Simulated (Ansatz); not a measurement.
## Ligand exchange: SiH2(CH3)Cl + C3H5Cl → SiH2Cl2 + C4H8

Species: SiH2(CH3)Cl ((chlorosilyl)methane), singlet; C3H5Cl `C/C=C/Cl`, singlet; SiH2Cl2 `Cl[SiH2]Cl`, singlet; C4H8 (trans-2-butene) `C/C=C/C`, singlet. The partners trade CH3 for Cl: Si–CH3 and C–Cl bonds give way to Si–Cl and C–CH3.

Shapes, held fixed at every level: PBE0-D4/def2-TZVP. Programs: Ansatz 0.2.0. The zero-point and thermal change to 298 K, harmonic and unscaled (PBE0-D4/def2-TZVP), is +4.7 kJ/mol.

(1) Estimate ΔH(298 K) of this reaction.

Results:

(1) The highest level, CCSD(T)/CBS estimate, gives ΔH(298 K) = -108.3 kJ/mol; the levels span -123.3 to -98.8. The column of differences is taken from that level and isn't an error. No measured value is set beside it here. The CBS estimate extrapolates MP2 from def2-TZVPP and def2-QZVPP and adds CCSD(T) − MP2 in the triple-zeta set, cores frozen.

```json
{"level": "HF/def2-SVP", "kind": "Hartree–Fock", "ΔH(298 K) (kJ/mol)": "-123.3", "less CCSD(T)/CBS estimate": "-15.0"}
{"level": "PBE-D4/def2-TZVPP", "kind": "GGA", "ΔH(298 K) (kJ/mol)": "-98.8", "less CCSD(T)/CBS estimate": "+9.5"}
{"level": "r2SCAN-D4/def2-TZVPP", "kind": "meta-GGA", "ΔH(298 K) (kJ/mol)": "-104.4", "less CCSD(T)/CBS estimate": "+3.9"}
{"level": "r2SCAN0-D4/def2-TZVPP", "kind": "global hybrid", "ΔH(298 K) (kJ/mol)": "-108.1", "less CCSD(T)/CBS estimate": "+0.2"}
{"level": "MP2/def2-SVP", "kind": "perturbation theory", "ΔH(298 K) (kJ/mol)": "-114.7", "less CCSD(T)/CBS estimate": "-6.4"}
{"level": "CCSD(T)/def2-TZVPP", "kind": "coupled cluster or CI", "ΔH(298 K) (kJ/mol)": "-106.5", "less CCSD(T)/CBS estimate": "+1.8"}
{"level": "CCSD(T)/CBS estimate", "kind": "coupled cluster or CI", "ΔH(298 K) (kJ/mol)": "-108.3", "less CCSD(T)/CBS estimate": "0.0"}
```

The exchange is strongly exothermic at every level, so its direction doesn't depend on the treatment of correlation. The driving force is mainly the preference of chlorine for silicon over carbon. Silicon is much more electropositive, which gives the Si–Cl bond a large ionic contribution, probably helped by donation from chlorine lone pairs into σ* orbitals at silicon. Methyl gains far less from being bound to silicon, and moving it to the alkene carbon forms a strong C–C bond. This outweighs the loss of the C–Cl bond and of its modest lone-pair conjugation with the double bond.

Hartree–Fock exaggerates the exothermicity and PBE-D4 understates it. Adding exact exchange to r2SCAN brings the value to -108.1 kJ/mol, almost on the coupled-cluster estimate, though one reaction can't separate real accuracy from error cancellation. The Hartree–Fock deviation can't be assigned to missing correlation alone, since its small basis may also contribute. The favourable enthalpy says nothing about the barrier, which may well be high for a direct exchange of these strong σ bonds.
